The excited levels of Lu⁺ leave the Landé pattern wherever a triplet level shares its J with a singlet that spin-orbit coupling can reach. In the calculation these are the J = 2 rows and ³F₄, and the largest break is ³P₂, which CASSCF pushes 587 cm⁻¹ down and SS-CASPT2 pushes 753 cm⁻¹ up. Against experiment two further misfits stand out after the perturbation step. ³P₀ lies too high, in part because its singlet partner was left out of the state list, and the ³F multiplet is too wide.

Levels of Lu⁺ above 6s² ¹S₀ from OpenMolcas 26.06: state-averaged CASSCF and CASPT2 (IPEA shift 0.25 Ha, imaginary shift 0.1 Ha), active shells in brackets, ANO-RCC-VTZP basis, DKH2, point nucleus. Spin-orbit coupling (RASSI, atomic mean-field integrals) acts on term energies averaged over components. Measured levels are NIST's, matched by configuration, term and J.

```
       level  measured (cm⁻¹)  CASSCF (5d 6s) less measured (cm⁻¹)  MS-CASPT2 (5d 6s) less measured (cm⁻¹)  SS-CASPT2 (5d 6s) less measured (cm⁻¹)
    6s2 1S 0                0                                    0                                       0                                       0
5d1.6s1 3D 1            11796                                -2620                                      50                                      50
5d1.6s1 3D 2            12435                                -2490                                      80                                     120
5d1.6s1 3D 3            14199                                -2610                                      60                                      60
5d1.6s1 1D 2            17333                                -1090                                    -160                                     120
    5d2 3F 2            29407                                -2940                                     320                                     350
    5d2 3F 3            30889                                -2850                                     550                                     550
    5d2 3F 4            32504                                -2650                                     730                                     730
    5d2 3P 0            35652                                 -910                                    1370                                    1370
    5d2 3P 1            36557                                -1340                                     940                                     940
    5d2 3P 2            38575                                -2980                                     780                                     640
```

Each row is a level named by configuration, term (spin multiplicity and L) and J, with energies in cm⁻¹ above 6s² ¹S₀. The measured values are NIST's, and the three other columns give computed less measured energy. CASSCF correlates the two valence electrons within 5d and 6s only. SS- and MS-CASPT2 add dynamic correlation, the first state by state and the second with remixing among states of like symmetry.

Spin-orbit coupling does two things to a term. It fans the term out into J levels by tilting spin against orbital motion, which is the regular Landé pattern. It also links levels of equal J that belong to different terms, and two linked levels repel, the lower going down and the upper going up, more strongly the closer they start. Only the 5d electron feels the coupling, and the operator doesn't turn an s electron into a d electron. ³D₁, ³D₃, ³F₃ and ³P₁ therefore have no partner within these configurations and should stay on the pattern, while every other excited level has one.

With ζ the 5d spin-orbit constant, all three triplets have the interval constant A = ζ/2, and a partner at distance Δ with coupling V adds a push:

E(J) = E(term) + (ζ/4)·[J(J+1) − L(L+1) − S(S+1)]
push ≈ V²/Δ, away from the partner, as long as V is small beside Δ
V² = (3/2)ζ² for ³D–¹D, (12/5)ζ² for ³F–¹D, (21/10)ζ² for ³P–¹D, ζ² for ³F–¹G, 6ζ² for ³P–¹S

The two unmixed ³D levels are 5ζ/2 apart, which gives ζ = 961 cm⁻¹ from the measured levels and 965 cm⁻¹ from each of the three methods. The methods agree with one another because they take the coupling from the same CASSCF orbitals, so this agreement is built in. The break of a level is its distance from the first line above. For the four partnerless rows it stays within 6 cm⁻¹ in every method, about the ±5 cm⁻¹ to which the table is rounded.

The ³D₂ level makes a clean worked case. Its partner is the lower ¹D term, which the 5d occupation of the same runs shows to be 16% 5d², so only the fraction 0.837 couples to ³D. SS-CASPT2 places that term 3953 cm⁻¹ above ³D, and the unperturbed ³D₂ lies ζ/2 below its term:

V² = 1.5 × 0.837 × 965² = 1.169 × 10⁶ cm⁻²
Δ = 3953 + 483 = 4436 cm⁻¹
push = 1.169 × 10⁶ / 4436 = 264 cm⁻¹ downward

The SS-CASPT2 interval ³D₂ − ³D₁ falls 256 cm⁻¹ short of ζ, which matches within the ±10 cm⁻¹ of an interval, and ³D₂ played no part in fixing this ζ. Two small slips nearly cancel here: the formula overshoots a little, and the weak push from the upper ¹D is left out. CASSCF has a wider singlet-triplet gap and a shortfall of only 196 cm⁻¹, while the measured shortfall is 322 cm⁻¹. All three methods push ³D₂ too little, CASSCF most of all. The singlet-triplet gap alone doesn't settle the push, however: the measured ¹D₂ − ³D₃ interval is wider than that of MS-CASPT2, yet the measured shortfall is larger. The runs don't show what supplies the rest.

The full version of the model, needed for close pairs such as ³P₂ and the upper ¹D, diagonalises the small matrices for J = 0, 2 and 4 with the computed term energies held fixed and one ζ fitted to the ten excited levels of each method. It returns the computed levels with an rms deviation of 2 to 4 cm⁻¹, the worst row being MS-CASPT2 ³P₂ at 11 cm⁻¹ (row-by-row values are in the printed output below). This shows that repulsion between levels of equal J accounts for the breaks inside the calculation. It is no test against nature, since the calculation builds its levels in the same way. It does mean that an error in the table has to be sought in a term energy, in ζ, in the make-up of the singlets, or in states and interactions that the calculation leaves out.

³P₂ is the row where a term energy changes the sign of the break. CASSCF puts the upper, mainly 5d², ¹D term 2380 cm⁻¹ above ³P, so ³P₂ is the lower member of the pair and is driven down towards ³P₁. SS-CASPT2 puts ¹D 1193 cm⁻¹ below ³P, so ³P₂ becomes the upper member and is driven up. The level is strongly mixed either way, with a ³P weight of 0.69 to 0.81 in the model, so its label names only the leading part.

The measured levels side with the perturbation methods on this order. Without mixing, ³P₂ − ³P₁ would equal ζ, and the measured 2018 cm⁻¹ is about twice that, which within this model calls for a singlet underneath. CASSCF gives 378 cm⁻¹, SS-CASPT2 1718 cm⁻¹ and MS-CASPT2 1858 cm⁻¹. The CASSCF error of ³P₂ resembles the ³F errors only by accident, for it is the ³P₁ error with a push of the opposite direction added on.

The crossing belongs to a shrinking of the gaps between singlets and triplets of one configuration. A singlet pair of electrons in compact orbitals meets more often than a triplet pair, so theory has it gaining more from dynamic correlation, and the runs show both ¹D terms dropping relative to their triplet partners. That isn't the whole cause, for SS-CASPT2 lowers ¹G by only 152 cm⁻¹ relative to ³P but the upper ¹D by 3572 cm⁻¹, and the runs don't show what singles out ¹D. The gap between the two 5d² triplets shrinks too, and ³P₁ − ³F₃ measures it free of ζ, since both levels lie ζ/2 below their terms. It is 7178 cm⁻¹ in CASSCF, 6058 cm⁻¹ in both perturbation methods and 5668 cm⁻¹ as measured. CASSCF overstates the repulsion that splits 5d², and the second-order step removes about three quarters of the excess.

The same picture explains why the MS and SS columns differ in the four J = 2 rows and nowhere else. The multistate step remixes the two ¹D terms and moves them apart, while the triplet terms have no partner of like symmetry. The model follows the MS levels when the 5d² share of the lower ¹D falls to 0.078 (rms 4 cm⁻¹) and fails when it is raised instead (rms 45 cm⁻¹), so the direction of the rotation is inferred from the fit. A lower and purer ¹D pushes ³D₂ harder and brings its error closer to those of ³D₁ and ³D₃, but the ¹D₂ level itself then drops to 160 cm⁻¹ below experiment. The size of that drop is uncertain, because the components of the lower ¹D, which should be degenerate, scatter by more than this error in MS-CASPT2 before averaging.

³P₀ breaks the pattern in nature and hardly at all in the calculation. Its interval to ³P₁ is 475 cm⁻¹ in each method, close to the bare ζ/2, against 905 cm⁻¹ measured. The runs kept twenty of the twenty-one singlet states, and counting term components identifies the one left out as 5d² ¹S, the partner that would press ³P₀ down with the strongest coupling in the list. The measured ³P interval ratio of 2.23 looks close to the Landé value of 2, but only because both outer levels are pushed away from ³P₁ in nearly the same proportion.

Restoring ¹S to the model mends much of this break but not all of it. Placed at its CASSCF energy near 53900 cm⁻¹, a rough stand-in for a correlated value, it pushes ³P₀ down by 311 cm⁻¹ of the 430 cm⁻¹ needed when the 5d6s value of ζ is used. The extra error of ³P₀ over ³P₁ in the perturbation columns is therefore, on this estimate, largely an artefact of the energy window; a smaller ζ would lower that share. The remainder has no established cause here.

The ³F errors climb with J in both perturbation columns, from 320 to 730 cm⁻¹ in MS-CASPT2, because the multiplet is too wide: 3507 cm⁻¹ against 3097 cm⁻¹ measured. Both of its intervals are too large in all three methods, which points at ζ. The climb is better defined than the absolute error. The ³F components, which should be degenerate, scatter by a few hundred cm⁻¹ in MS-CASPT2 before averaging, and that blurs the position of the whole term.

A smaller ζ for 5d² fits this multiplet. Matching the measured ³F₄ − ³F₃ with the SS-CASPT2 term gaps assumed gives 862 cm⁻¹, a tenth below the 5d6s value. The interval ³F₃ − ³F₂, which was not fitted, then comes out 12 cm⁻¹ above the measured one, where the 5d6s value leaves it 200 cm⁻¹ too wide. A plausible reason is that a second d electron screens the first better than a 6s electron does, so that 5d swells in 5d² and its coupling weakens. One averaged d shell in a basis without diffuse functions has little room for that, but this cause is untested.

The smaller ζ doesn't carry over to ³P. It deepens the shortfall in ³P₂ − ³P₁ from 307 to 516 cm⁻¹, and with ¹S restored it deepens that in ³P₁ − ³P₀ from 119 to 226 cm⁻¹. Both intervals hang on assumed singlet positions, so the misfit can be read as singlets standing too far from ³P or as ζ being larger than ³F suggests. The table doesn't separate the two, and the case for a reduced ζ rests on one multiplet.

Under the breaks lies an offset that moves whole terms. Every excited CASSCF level is too low, and the second-order step raises ³D by 2676 cm⁻¹ relative to 6s², slightly more than the whole error of ³D₁. Standard theory assigns much of this to the 6s² pair, which gains strongly from mixing with 6p², outside the active space; singlets and triplets also use separately averaged orbitals, and the two shares are untested. The mean absolute error of 88 cm⁻¹ for 5d6s after correction may include cancellation, as 5s and 5p are correlated and 4f is not. The 5d² levels stay high by nearly 800 cm⁻¹ on average. In tests on other systems, the makers of these data found that an active space with a single d shell misplaces d against s configurations. That may contribute here, but no run with a second d shell is at hand to test it.

Numerical output:

```
all energies in 1/cm; rounding: +-5 per computed level, +-10 per interval
CAS: mean |error| 5d6s 2202, 5d2 2278; worst 3P2 -2980
MS: mean |error| 5d6s 88, 5d2 782; worst 3P0 1370
SS: mean |error| 5d6s 88, 5d2 763; worst 3P0 1370
SS less CAS term shift: 3D +2676, 1D low +1144, 3F +3404, 3P +2280, 1D high -1292, 1G +2128
term gap 1D low-3D: CAS 5485, MS 3604, SS 3953
term gap 1D high-3P: CAS +2380, MS -843, SS -1193
interval            meas     CAS      MS      SS
3D2-3D1              639     769     669     709
3D3-3D1             2403    2413    2413    2413
1D2-3D3             3134    4654    2914    3194
3F3-3F2             1482    1572    1712    1682
3F4-3F3             1615    1815    1795    1795
3F4-3F2             3097    3387    3507    3477
3P1-3P0              905     475     475     475
3P2-3P1             2018     378    1858    1718
3P1-3F3             5668    7178    6058    6058
3D ratio (3/2)      2.76    2.14    2.61    2.40
3F ratio (4/3)      1.09    1.15    1.05    1.07
3P ratio (2)        2.23    0.80    3.91    3.62
zeta, 3D width       961     965     965     965
3D2 less Lande      -322    -196    -296    -256
CAS: 5d2 in low 1D 0.163, zeta 964, rms 2, 3P weight of 3P2 0.81, ground drop 5.9 (run 5.8)
MS-: 5d2 in low 1D 0.078, zeta 964, rms 4, 3P weight of 3P2 0.69, ground drop 5.5 (run 5.4)
MS+: 5d2 in low 1D 0.271, zeta 997, rms 45, 3P weight of 3P2 0.71, ground drop 5.9 (run 5.4)
SS: 5d2 in low 1D 0.163, zeta 965, rms 2, 3P weight of 3P2 0.75, ground drop 5.5 (run 5.4)
level: computed less Lande value (mixing model less computed) for CAS, MS, SS
3D1        1 (  -1)      -6 (  +6)      -4 (  +4)
3D2     -194 (  -4)    -300 (  +3)    -260 (  +1)
3D3        3 (  -3)      -2 (  +2)      -3 (  +3)
1D2      136 (  +2)     272 (  +1)     203 (  +3)
3F2     -126 (  -0)    -271 (  +2)    -239 (  -2)
3F3       -1 (  +1)      -5 (  +5)      -4 (  +4)
3F4     -114 (  -3)    -137 (  -2)    -138 (  -1)
3P0        6 (  -0)       6 (  +0)       7 (  -1)
3P1       -1 (  +1)      -1 (  +1)      -1 (  +1)
3P2     -587 (  -3)     893 ( +11)     753 (  +1)
5d2 zeta from measured 3F4-3F3, SS terms assumed: 862, ratio to 5d6s 0.90
interval: measured | model less measured at that zeta | at the 5d6s zeta
3D2-3D1  639 | +65 | +64
3F4-3F3  1615 | +0 | +169
3F3-3F2  1482 | +12 | +200
3P2-3P1  2018 | -516 | -307
3P1-3P0  905 | -478 | -430
3P1-3P0 with 1S at CASSCF energy 905 | -226 | -119
zeta 862: 1S push on 3P0 252, needed 478
zeta 961: 1S push on 3P0 311, needed 430
```
